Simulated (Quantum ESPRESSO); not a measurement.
# Moments and magnetic energies of tetragonal MnCuAs between −0.3 and +0.3 electrons per Mn, PBE without U

We have to decide whether an antiferromagnetic layer of MnCuAs should be used neutral, or with electrons removed or added. Our target is a layer whose opposed order lies at least 100 meV per Mn below the parallel order, with a site moment of at least 3.6 μB. That energy must also shift by no more than 10 meV per Mn when the charge drifts by 0.1 e per Mn in either direction.

The table gives the moments and two kinds of energy at seven charges. The net moment listed is that of the parallel run; in the opposed order the two Mn moments cancel. The magnetic energy gain is measured from the run without spin polarisation at the same charge. The order energy is E(opposed) − E(parallel), so a negative value favours the antiferromagnet. Both compare runs with equal charge and equal background, in a cell held fixed. The runs are for the bulk crystal, so they stand for a layer thick enough that its surfaces matter little.

## How the numbers were made

One system, MnCuAs (P4/nmm), 6 atom(s) a primitive cell, from cells typed from measured lattice constants. Quantum ESPRESSO 7.5, plane waves with GBRV 1.5 PBE pseudopotentials, cutoff 544 eV, Fermi-Dirac smearing of 0.05 eV, k meshes whose coarsest spacing along a reciprocal vector is 0.21 1/Å over all runs (2π included). Functional: PBE, no Hubbard U; collinear spins, no spin-orbit coupling. Atoms stay at fixed fractions of the cell and the mesh divisions are held. At each point the moments on Mn are started parallel, opposed (signs +-) and without spin polarisation. Of the opposed order at the middle point, it reverses 4 of 4 magnetic neighbours at 3.45 Å and 0 of 4 magnetic neighbours at 3.82 Å. Runs that did not converge or carry a known fault are not listed. The same in all rows: metal or insulator in the run from the parallel start, judged by its smearing entropy or density of states at the Fermi energy (a gap under a few smearing widths counts as a metal): metal.

Notes on method and selection:

- Each state is what a run reaches from typed starting moments; only a few collinear orders were started, so the lowest found need not be the ground state. Spin-orbit coupling is left out of these energies, which are free energies at the smearing width. A magnetic atom is one that was given a starting moment.
- Site moments count the spin inside each program's own atomic sphere, so they depend somewhat on its radius and leave out the spin between the spheres.
- Quantum ESPRESSO sets the radius of an element's spheres to about 0.41 of its shortest distance to a neighbour.
- A measured moment is set beside the table only where the run ends ferromagnetic and the measured order is ferromagnetic too.
- Runs that did not converge, have known faults or may not be shown are not listed, and runs on Ansatz's PAW sets soft_1 and soft_2 are kept to separate tables.

Columns:

- added charge (e per magnetic atom): electrons added per magnetic atom (negative: removed), balanced by a uniform background.
- net moment (μB): net spin moment of that run per magnetic atom.
- moment, opposed (μB): largest site spin moment reached from the opposed start.
- gain, opposed (meV): energy of the run without spin polarisation less that of the run from the opposed start, per magnetic atom.
- moment (μB): largest site spin moment reached from the parallel start.
- magnetic energy gain (meV): energy of the run without spin polarisation less that of the parallel start, per magnetic atom (positive: magnetism is favoured).
- E(opposed) - E(parallel) (meV): energy of the run from the opposed start less that of the parallel start, per magnetic atom (positive: parallel is favoured); blank where a pattern was lost.

Input lines of one member:

```
&SYSTEM
  ecutwfc = 40
  ecutrho = 280
  nbnd = 54
  occupations = 'smearing'
  smearing = 'fd'
  degauss = 0.00367493
  nspin = 2
  starting_magnetization(1) = 0
  starting_magnetization(2) = 0.2333
  starting_magnetization(3) = 0
/
&ELECTRONS
  conv_thr = 1.2d-08
  mixing_beta = 0.3
/
K_POINTS automatic
8 8 8 0 0 0
```

Command (options for logging and memory left out): `pw.x -in pw.in`

## Numbers

```
member  added charge (e per magnetic atom)  net moment (μB)  moment, opposed (μB)  gain, opposed (meV)  moment (μB)  magnetic energy gain (meV)  E(opposed) - E(parallel) (meV)
−0.3 e  −0.3                                4.05             3.74                  1575.2               3.776        1432.5                      −142.8
−0.2 e  −0.2                                4.02             3.73                  1530.2               3.739        1381.1                      −149.1
−0.1 e  −0.1                                3.97             3.71                  1477.0               3.703        1329.9                      −147.1
+0 e    0.0                                 3.93             3.66                  1412.8               3.668        1279.2                      −133.6
+0.1 e  0.1                                 3.90             3.61                  1342.4               3.636        1228.4                      −114.0
+0.2 e  0.2                                 3.86             3.56                  1269.7               3.603        1177.6                      −92.1
+0.3 e  0.3                                 3.82             3.51                  1197.4               3.566        1127.6                      −69.8
```

Least-squares fits to the whole series, with x = added charge (e per magnetic atom); R² and errors in the fitted variable (y, or ln y where the fit is in ln y):

```
y                               members  fit                                   R²    rms residual  leave-one-out rms  the same for the mean of the others
moment (μB)                     7        y = 3.6691 − 0.34607 x + 0.025000 x²  1.00  0.0013        0.0032             0.081
E(opposed) - E(parallel) (meV)  7        y = −133.3 + 130.7 x + 303.2 x²       0.99  2.7           6.9                33
```

## Why the values move as they do

Adding electrons weakens the magnetism steadily. In the parallel order the gain falls from 1432.5 to 1127.6 meV per Mn, a slope of (1127.6 − 1432.5) / 0.6 = −508 meV per electron. The slope of an energy difference with electron number N is a difference of Fermi levels:

d(E_non − E_par)/dN = E_F,non − E_F,par

The Fermi level of the parallel run does lie above that of the unpolarised run at every charge, by a nearly constant amount, which makes the line straight.

The net moment of the parallel order falls by (4.05 − 3.82) / 0.6 = 0.38 μB per added electron. Counting spins, (1 + 0.38) / 2 = 0.69 of each electron enters the minority spin and 1 − 0.69 = 0.31 the majority. This fits a Mn majority d shell that is almost full, so that electrons added to Mn go mainly into minority states, which exchange has pushed up in energy.

The order energy behaves differently. The opposed order is lower in all seven rows, but its advantage is largest at −0.2 e (149.1 meV) and shrinks to 69.8 meV at +0.3 e. The same rule explains the turn. At −0.3 and −0.2 e the Fermi level of the opposed order lies below that of the parallel order; from −0.1 e upward it lies above, and each further electron then costs more in the opposed order. The smearing entropy of the opposed order is smallest when a few electrons are removed, which points to a dip in its density of states. Filling such a dip raises the Fermi level quickly.

The opposed site moment bends too: it loses 3.74 − 3.66 = 0.08 μB from −0.3 e to neutral and 3.66 − 3.51 = 0.15 μB from neutral to +0.3 e.

## Departures from the trend

Largest departures from the fit to the whole series:

```
member  moment (μB)  fit    computed − fit  in rms residuals
+0.2 e  3.603        3.601  +0.002          1.7
+0.3 e  3.566        3.568  −0.002          1.2
+0.1 e  3.636        3.635  +0.001          1.0
+0 e    3.668        3.669  −0.001          0.9
```

No row needs to be set aside. The parallel site moments follow their fit to within 0.002 μB.

The parabola for the order energy is less exact. At −0.1 e it gives −133.3 − 130.7 × 0.1 + 303.2 × 0.1² = −143.3 meV, against −147.1 meV computed, and this is its largest miss. The fault lies in the shape of the fit. From neutral upward the computed steps are 19.6, 21.9 and 22.3 meV per 0.1 e, so they level off, whereas the steps of a parabola keep growing. The computed steps also agree with the differences in Fermi level between the two orders, which speaks against a badly converged run.

That agreement does not test the k mesh, which is the same at every charge. The 2.0 meV between −0.2 and −0.1 e is small enough for a denser mesh to change, and we treat those two order energies as equal.

## Selection

The energy and moment limits remove +0.2 e (92.1 meV, 3.56 μB) and +0.3 e (69.8 meV, 3.51 μB). The drift limit needs a neighbouring row on both sides, so −0.3 e cannot be graded. For the other four, the larger of the two shifts per 0.1 e is:

- −0.2 e: 149.1 − 142.8 = 6.3 meV
- −0.1 e: 147.1 − 133.6 = 13.5 meV
- neutral: 133.6 − 114.0 = 19.6 meV
- +0.1 e: 114.0 − 92.1 = 21.9 meV

On this k mesh, only −0.2 e meets the brief. It is our pick, with −0.1 e as runner-up. The pick clears the drift limit by 10 − 6.3 = 3.7 meV and the runner-up misses it by 13.5 − 10 = 3.5 meV. The table holds no denser mesh that would test margins of this size.

For rigid moments on two sublattices, the exchange field is B = ΔE / (m μB), where ΔE is the size of the order energy per Mn, m the opposed site moment in units of μB, and μB = 0.0579 meV/T. The pick has 149.1 / (3.73 × 0.0579) = 690 T and the neutral layer 133.6 / (3.66 × 0.0579) = 630 T. Either is far beyond any magnet that holds a steady field. Fields of this size can be reached in the laboratory only for microseconds, in pulses that destroy the coil.

The charge is the difficult part. With two Mn per cell and an in-plane repeat of 3.82 Å, the pick needs 2 × 0.2 / 3.82² = 0.027 holes per Å², or 0.027 × 10¹⁶ = 2.7 × 10¹⁴ per cm², in every layer one cell thick. Solid gate dielectrics reach roughly 10¹³ per cm², and a metal screens the field within its first atomic layers. A film would therefore have to be doped chemically, for instance through Cu deficiency.

PBE exchange energies in such metals may be wrong by roughly 30%. Applied to all rows alike, this puts the pick's order energy between 149.1 × 0.7 = 104 meV and 149.1 × 1.3 = 194 meV, and its drift between 6.3 × 0.7 = 4.4 meV and 6.3 × 1.3 = 8.2 meV. The pick still meets the brief and the ranking stays, but at the lower end −0.1 e would qualify too, with 147.1 × 0.7 = 103 meV and a drift of 13.5 × 0.7 = 9.5 meV. An error that moved the density-of-states dip, and the order-energy curve with it, by 0.1 e towards neutral would bring −0.1 e within the drift limit and could overturn the pick. A Hubbard U on Mn or relaxed atomic positions could do that.

## Rules of thumb and their limits

Between −0.3 and +0.3 e per Mn, added electrons lower the moments and the magnetic energy gain, while the opposed order remains below the parallel one. Removing a few electrons makes the order energy least sensitive to charge.

Two omitted effects exceed the 0.23 μB by which the opposed site moment varies across the table. A Hubbard U of a few eV on Mn would raise the moment by roughly 0.5 μB. Thermal disorder at room temperature would lower the ordered moment by a similar amount. The calculated moments therefore serve better for changes with charge than for absolute values in a working device.

[Logs are printed without paths, hosts, clocks, repeated set-up lines and the standing remarks that a program may print on its own settings, such as how far it seeks lower states.]
